**Five cells, one compound.** In CaAg₂Ge₂, Ag and Ge form layers, and Ge atoms of neighbouring layers bond in pairs across the plane of the Ca atoms. Symmetry leaves three lengths free: the base edge a, the height c of the tetragonal cell, and the height of Ge, which sets the length of the Ge–Ge pair. Cells 2 to 4 have the measured shape at slightly different volumes. Cells 1 and 5 each keep the shape and fractional positions of a different parent compound.

CaAg₂Ge₂ (space group I4/mmm) computed with Ansatz 0.2.0 using r2SCAN, plane waves with generated PAW datasets and a 500 eV cutoff, scalar-relativistic and without spin polarization. Each row is a single point on an unrelaxed cell. The smearing (cold or Fermi–Dirac, 0.02 to 0.14 eV) differs between cells, and energies are extrapolated to zero smearing.

| cell | volume (Å³/atom) | shortest distance at Ca (Å) | pressure (GPa) | Bader charge of Ca (e) | k-mesh | largest force (eV/Å) | formation energy (eV/atom) |
| --- | --- | --- | --- | --- | --- | --- | --- |
| 1 | 19.54 | 3.223 | 4.3 | 1.42 | 7x7x7 | 1.52 | -0.265 |
| 2 | 19.96 | 3.265 | 1.6 | 1.43 | 9x9x9 | 0.26 | -0.317 |
| 3 | 20.04 | 3.269 | 1.3 | 1.43 | 9x9x9 | 0.27 | -0.318 |
| 4 | 20.47 | 3.292 | -0.3 | 1.44 | 8x8x8 | 0.24 | -0.319 |
| 5 | 21.76 | 3.359 | -4.0 | 1.46 | 8x8x8 | 0.62 | -0.290 |

Pressure is positive when the cell is squeezed. The largest force acts on Ge, because Ca and Ag sit on sites where symmetry cancels the force. The formation energy is counted per atom, and a more negative value means a more stable cell.

**(a) Which cell is closest to mechanical rest, and at what volume would the pressure vanish?**

*Solution.* Cell 4 has the smallest pressure, −0.3 GPa. The sign changes between cells 3 and 4, so the volume of zero pressure lies between theirs. A straight line through the pressures of cells 2 to 4, drawn against the logarithm of volume by least squares, puts it at 20.4 Å³/atom.

Zero pressure isn't yet full rest. A force of 0.24 eV/Å still pulls the two Ge atoms of a pair together in cell 4. Pressure reports on the size of the box, while this force reports on an atom inside it.

**(b) How stiff is the crystal?**

*Solution.* The bulk modulus B is the pressure gained per relative loss of volume. From cell 2 to cell 4 the pressure falls by 1.9 GPa while ln V grows by ln(20.47/19.96) = 0.025, which gives about 75 GPa. The line of part (a), which uses three cells and less rounded pressures, gives 78 GPa. Taking one per cent off the volume thus costs roughly 0.8 GPa.

This is the stiffness of a crystal whose proportions are frozen. A real sample under pressure may also adjust c/a and the Ge height. Near rest such freedom can only soften a crystal, so the same calculation with relaxed proportions should give an equal or lower modulus.

**(c) Do cells 1 and 5 fall on the same line?**

*Solution.* Only roughly. The line, in which neither cell was used, predicts 3.3 GPa for cell 1, where the calculation gives 4.3. For cell 5 it predicts −5.1 GPa, against about −4.

Part of this is ordinary curvature, since solids stiffen when squeezed and soften when stretched. With a typical rate of stiffening (a pressure derivative of B of about 5, a rough general value), curvature covers some two thirds of the miss in cell 5 but only a third in cell 1. The line also assumes a common shape, and that assumption fails. Compared with cell 4, cell 1 has a base edge 3.7 % shorter and a height 2.9 % larger.

The stresses of the same calculations show what the pressure hides. Cell 1 is under 6.8 GPa in both directions of the base, but under −0.8 GPa along c. The pressure is the average of the three, (6.8 + 6.8 − 0.8)/3 ≈ 4.3 GPa. A single moderate number thus stands for a crystal that is strongly squeezed sideways and almost free lengthwise.

**(d) Cell 5 is further from the rest volume than cell 1. Why does cell 1 nevertheless have the highest energy?**

*Solution.* Energy is stored along each of the three free lengths, and volume is only one combination of them. To find the cost, walk from cell 4 to cell 1 and add up the work. If each stress and force changes evenly along the way, the work is the average of its two end values times the distance covered. This is the rule for a spring, applied to three coupled springs.

*Volume.* The average pressure is (4.3 − 0.3)/2 = 2.0 GPa, and the volume shrinks by 0.93 Å³/atom. Since 1 eV/Å³ is 160.2 GPa, the work is 2.0 × 0.93/160.2 ≈ 0.012 eV, or 12 meV/atom.

*Shape.* The base edge shrinks from 4.328 to 4.168 Å, a logarithmic change of 0.0377, against an average stress of (6.83 − 0.11)/2 = 3.36 GPa. Two such edges and a mean volume of 20.0 Å³/atom give 2 × 3.36 × 0.0377 × 20.0/160.2 ≈ 0.032 eV. Stretching c adds about 3 meV, for a total near 34 meV/atom. Of this, 12 meV is the volume work already counted, which leaves about 23 meV (before rounding) for the change of shape.

*Ge height.* The Ge–Ge pair is 2.61 Å long in cell 1 and 2.43 Å in cell 4. Some of this growth merely follows the taller cell. The rest moves each Ge atom outward by about 0.055 Å, against an average force of (1.52 + 0.24)/2 = 0.88 eV/Å. Two Ge atoms in a cell of five atoms give 2 × 0.88 × 0.055/5 ≈ 0.019 eV, or 19 meV/atom.

The three parts add up to 54 meV/atom, and the formation energies of cells 1 and 4 differ by the same amount. Only about a fifth of the cost is due to volume. The larger share comes from a base that is too narrow and from Ge atoms that sit too far from their partners. The stretched Ge–Ge bond needn't be the only source of the force on Ge. The Ag–Ge distance is also shorter than in cell 4, and this should push Ge the same way, towards its partner.

For cell 5 the same sum gives 26 meV/atom, against 29 in the table, and 17 of the 26 are volume work. Cell 5 is mainly too large, whereas cell 1 is mainly misshapen.

The sum contains no adjustable constant, but its success has a limited meaning. Forces and stresses are slopes of the computed energy, so they must lead back to it if the steps are small enough. A match to the last digit is partly luck, however. The slopes belong to the energy at each cell's own smearing of the electron occupations, whereas the tabulated energies are extrapolated to zero smearing, which shifts them by up to 12 meV/atom, and the k-meshes differ too. The agreement is consistent with the spring picture over these distances, and it doesn't test the density functional. It also favours one assumption, that the force in cells 1 and 5 pulls the pair together as it does in cell 4. With the opposite direction the sums would reach only 20 and 18 meV/atom. That is a large miss for cell 1, but for cell 5 it is no larger than the shift from smearing, so there the evidence is weak.

**(e) What would happen if cells 1 and 5 kept their volumes but took on the proportions of cell 4?**

*Solution.* Then only the volume spring would remain, and part (b) supplies its stiffness. Near the rest volume V₀ the energy rises as B(V − V₀)²/(2V₀). With B = 78 GPa, or 0.48 eV/Å³, cell 1 would lie 0.48 × 0.84²/(2 × 20.4) ≈ 0.008 eV above the minimum. Its excess would drop from 54 to roughly 8 meV/atom.

Cell 5 would gain much less. The same formula gives about 22 meV/atom, and somewhat less once softening on expansion is allowed for. By this estimate the order of the two cells would be reversed, and the cell further from the rest volume would then be the less stable one.

The parts found in (d) aren't price tags for separate repairs. The three springs are coupled: narrowing the base, for instance, also changes the force on Ge. The parts share out the cost of the whole walk, whereas the estimate here answers a different question, namely what remains when only the volume is wrong.

**(f) Could cell 1 be high in energy because its Ca atom is in another charge state?**

*Solution.* The table speaks against it. The Bader charge, obtained by dividing the electron density among the atoms along surfaces of low density, is 1.42 e for Ca in cell 1 and 1.44 e in cell 4. A change of valence should show as a far larger step. The cells differ in how the same bonds are strained, not in their chemistry.

A charge below 2 doesn't contradict the usual picture of Ca giving up two electrons, because some density of the surrounding framework falls within the region assigned to Ca. In cell 4 the two Ge atoms together hold 0.95 e of the transferred charge and the two Ag atoms 0.49 e, so Ge is the main receiver. From the smallest to the largest cell the charge of Ca drifts upward by 0.04 e. Volume alone can account for this. Cells 2 and 4 share one shape, and between them the less rounded charge already rises from 1.430 to 1.439 e. The same rate over the whole range of volume gives about 0.04 e. Probably less framework density reaches into the region of Ca as the atoms move apart.

**(g) Which digits of the formation energy can carry a conclusion?**

*Solution.* The third decimal can't be trusted to rank cells 2 to 4. They span only 2 meV/atom, and none of these cells was recomputed on a denser k-mesh to see how far its energy would move. The only guide is a general one: in the data makers' tests on other systems, the finite mesh left the energies of metals off by 1 to 35 meV/atom. The mesh differs between some of the cells, and so does the smearing, the artificial softening of the edge between filled and empty states. That cell 4 is nearest to rest therefore follows from its pressure, not from its energy being the lowest by 1 meV/atom.

That range gives a rough scale, not an error bar for CaAg₂Ge₂. The excess of cell 1 over cell 4 lies above its upper end, though two errors of that size and opposite sign could exceed the excess. The gap of 25 meV/atom between cells 1 and 5 lies within the range, so it needs other support all the more. Cell 1 also combines the coarsest mesh with the narrowest smearing, which makes its energy the likeliest of the five to depend on the mesh. The stresses and forces provide some, since they lead to the same order. They come from the same meshes, however, and a calculation of both cells on one denser mesh would be the proper test. The 3 meV/atom by which the sum in (d) falls short for cell 5 deserves no explanation at all.

A practical rule follows for cells that haven't been relaxed. Before energies are plotted against volume, compare c/a, the separate stresses and the largest force. Where the cells share their proportions, as cells 2 to 4 do, the average pressure times the volume change gives a fair estimate of the small energy differences, even where an untested mesh error may hide them. Where they don't, as in cells 1 and 5, the plot mixes volume with strain, and a bulk modulus drawn from it would describe neither.
